Point 6 looks wrong. It is the corner K of the hexagonal zone, and its two lowest empty levels coincide at 0.954 eV, although its two highest filled levels lie 0.235 eV apart. At point 7, two thirds of the way from the zone centre Γ to K, the two lowest empty levels are separated by as much as 0.754 eV. If such levels are partners from neighbouring layers, the coupling between layers is worth some tenths of an electronvolt, comparable to the gap itself, yet it leaves the lowest empty pair at K unsplit. In this picture, the contrast between the two points decides where the lowest empty level lies.

Kohn-Sham levels of bulk MoTe2 (P6_3/mmc, six-atom cell, geometry as given), computed with GPAW 26.7.0 using PBE without dispersion correction, spin polarisation or spin-orbit coupling. The runs use gpaw-data 1.2.1 PAW data sets, a 600 eV plane-wave cutoff, a 9×9×2 k mesh and Fermi-Dirac smearing of 0.05 eV. Energies are counted from the valence top on the mesh.

| point a (reciprocal cell vector) | point b (reciprocal cell vector) | point c (reciprocal cell vector) | level under 4 (eV) | level under 3 (eV) | level under 2 (eV) | level under 1 (eV) | level over 1 (eV) | level over 2 (eV) |
| --- | --- | --- | --- | --- | --- | --- | --- | --- |
| 0.0000 | 0.0000 | 0.0000 | -1.010 | -1.010 | -0.325 | 0.000 | 2.896 | 2.896 |
| 0.1111 | 0.0000 | 0.5000 | -1.078 | -1.078 | -0.161 | -0.161 | 2.376 | 2.376 |
| 0.2222 | -0.1111 | 0.5000 | -1.030 | -1.030 | -0.467 | -0.467 | 1.684 | 1.684 |
| 0.2222 | 0.0000 | 0.5000 | -1.302 | -1.302 | -0.731 | -0.731 | 1.566 | 1.566 |
| 0.3333 | 0.0000 | 0.0000 | -1.286 | -1.066 | -0.910 | -0.766 | 1.104 | 1.480 |
| 0.3333 | 0.3333 | 0.0000 | -1.818 | -1.818 | -0.310 | -0.075 | 0.954 | 0.954 |
| 0.4444 | -0.2222 | 0.0000 | -1.425 | -1.310 | -0.659 | -0.517 | 0.773 | 1.527 |

The columns "point a" and "point b" give the position within the plane of the layers, and "point c" gives it along the stacking direction. "Level under 1" is the highest filled level at a point and "level over 1" the lowest empty one, both counted from the valence top. That top is at Γ, point 1, while the lowest empty level is at point 7. The gap is therefore indirect, 0.773 eV, against 1.029 eV for the direct gap at K.

The cell holds two layers, which suggests a simple model. Let a single layer have a level $e$ at some in-plane position, and let it couple with strength $t$ to the layer above and to the one below. With $p$ for "point c", the wave changes phase by $\pi p$ from one layer to the next, so the two neighbours contribute $t\,\mathrm{e}^{i\pi p}+t\,\mathrm{e}^{-i\pi p}=2t\cos\pi p$. The two layers of the cell then give two levels,

$$E=e\pm T\,|\cos\pi p|,\qquad T=2|t|.$$

At $p=0$ they are $2T$ apart, and at $p=1/2$ they coincide.

Points 2, 3 and 4 have $p=1/2$, and there every level shown belongs to an exact pair. This does not mean that the layers ignore each other. The contributions from above and below have opposite signs and cancel. The crystal's screw axis, together with time reversal, makes the pairing exact, whatever the strength of the coupling.

Point 7 shows what the coupling does at $p=0$. If its two lowest empty levels are partners from the two layers, their centre is $(0.773+1.527)/2=1.150$ eV, and half their separation is $T=0.377$ eV. Taking $T$ from the centre returns the edge at 0.773 eV, so this step takes the level apart and does not predict it. The insight comes from comparing the centre with K.

There the pair lies at 0.954 eV, about 0.2 eV below the centre of point 7. Without the splitting, K would hold the lowest empty level; with it, point 7 wins by almost the same amount. The comparison treats the centre of a pair as the level of an uncoupled layer, which is an approximation, because coupling to more distant bands can shift the centre too. The table alone cannot tell how large such a shift is.

The reason why K stands apart is symmetry. A turn by 120° about an axis through a centre of inversion between the layers multiplies a state at K by a phase factor, which is either 1 or complex. Inversion combined with time reversal carries the state into the other layer and replaces the factor by its complex conjugate. States with different factors cannot mix, so a pair with complex factors stays together, while a pair with the factor 1 may split. The computed levels fit this rule if the empty pair is of the first kind and the highest filled pair of the second.

Γ has exact pairs as well, at -1.010 and 2.896 eV, but for another reason. These are pairs of orbital patterns that the threefold turn mixes with each other, and they would coincide even within one layer. Their zero separation is therefore no measure of the coupling between layers. The two highest filled levels at Γ are single patterns, and they do split, by 0.325 eV.

That splitting helps to put the valence top at Γ, but the contest with K is close. The centres of the two filled pairs differ by only 0.03 eV, and the edges by 0.075 eV. A possible explanation is that orbitals pointing out of the plane, which dominate at Γ, reach the next layer better than the in-plane ones at K. It gives the right order, but the splitting at K is still about 70% of that at Γ, so the contrast is weaker than the picture suggests.

Such a narrow margin is at the mercy of spin-orbit coupling, which the calculation leaves out. In a single layer it splits the filled edge at K by roughly 0.2 eV, with opposite spin order in neighbouring layers. The two splittings then combine as $\sqrt{0.235^2+0.2^2}\approx0.3$ eV, which raises the edge at K and, if the level at Γ stays put, roughly halves the lead of Γ. The position of the valence top is thus less secure than that of the lowest empty level.

The filled levels also hold a trap for anyone who wants an effective mass. A parabola in the in-plane distance, drawn through points 1 and 2, comes within 0.1 eV of points 3 and 4, which were not used to draw it. It then falls about 0.7 eV too low at point 5. Even the early agreement is deceptive, because the step from point 1 to point 2 changes the position along the stacking direction as well. The layer model would assign practically all of that first drop to the stacking direction, a division that these points do not test.

In a thick crystal doped with electrons, the empty levels decide which valley fills. At room temperature a state at K carries only about a thousandth of the thermal weight of one at point 7, so the electrons that carry the current sit in the valley near point 7, and their mass should be taken there. A single layer has no neighbours to couple to, and the order of the empty centres then favours K. The filled centres, however, still favour Γ by 0.03 eV, so the centres alone do not give the direct gap at K that is known for the monolayer. The missing spin-orbit coupling is probably not the main reason, since a free layer is expected to have its filled edge at K even without it. More likely, coupling to more distant bands has raised the centre at Γ, which is then a poor stand-in for the level of a free layer.

The gap value itself also needs care, because two errors pull in opposite directions. The true band edges may lie between mesh points, so the mesh can make the gap too large for this functional, whereas the functional itself usually makes gaps too small. The splittings belong to this fixed cell, which was not relaxed, and they will change with the distance between the layers. This functional, used without a dispersion term, finds the cell under a pressure of 2.3 GPa and would push the layers apart. The output below lists splittings and centres for each point, together with the parabola.

Printed output of the fit:

```
Pairs next to the gap (the empty pair at Gamma is an orbital doublet):
     row  distance/GK  filled splitting eV  filled centre eV  empty splitting eV  empty centre eV
     0.0            0                0.325           -0.1625                   0            2.896
  0.1111       0.1924                    0            -0.161                   0            2.376
  0.2222       0.3333                    0            -0.467                   0            1.684
  0.2222       0.3849                    0            -0.731                   0            1.566
  0.3333       0.5773                0.144            -0.838               0.376            1.292
  0.3333       0.9999                0.235           -0.1925                   0            0.954
  0.4444       0.6666                0.142            -0.588               0.754             1.15
Indirect gap, Gamma to row 7, eV: 0.773
Direct gap at K, eV: 1.029
Filled edge at Gamma above that at K, eV: 0.075
Filled pair centre at Gamma above that at K, eV: 0.03
Empty edge of row 7 below that at K, eV: 0.181
Empty pair centre of row 7 above that at K, eV: 0.196
Half the empty splitting in row 7, eV: 0.377
Half the filled splitting at Gamma, eV: 0.1625
Gap between pair centres, Gamma to row 7, eV: 1.312
Gap between pair centres at K, eV: 1.147
Filled splitting at K over that at Gamma, ratio: 0.7231
Rival parabola for the highest filled level:
     row  parabola eV  computed eV  miss eV
     0.0            0            0        0
  0.1111       -0.161       -0.161        0
  0.2222       -0.483       -0.467   -0.016
  0.2222       -0.644       -0.731    0.087
  0.3333       -1.449       -0.766   -0.683
  0.3333       -4.347       -0.075   -4.272
  0.4444       -1.932       -0.517   -1.415
Rough margin of Gamma over K with spin-orbit coupling at K, eV: 0.03821
Thermal weight of a state at K against one in row 7 at 300 K: 0.0009106
```
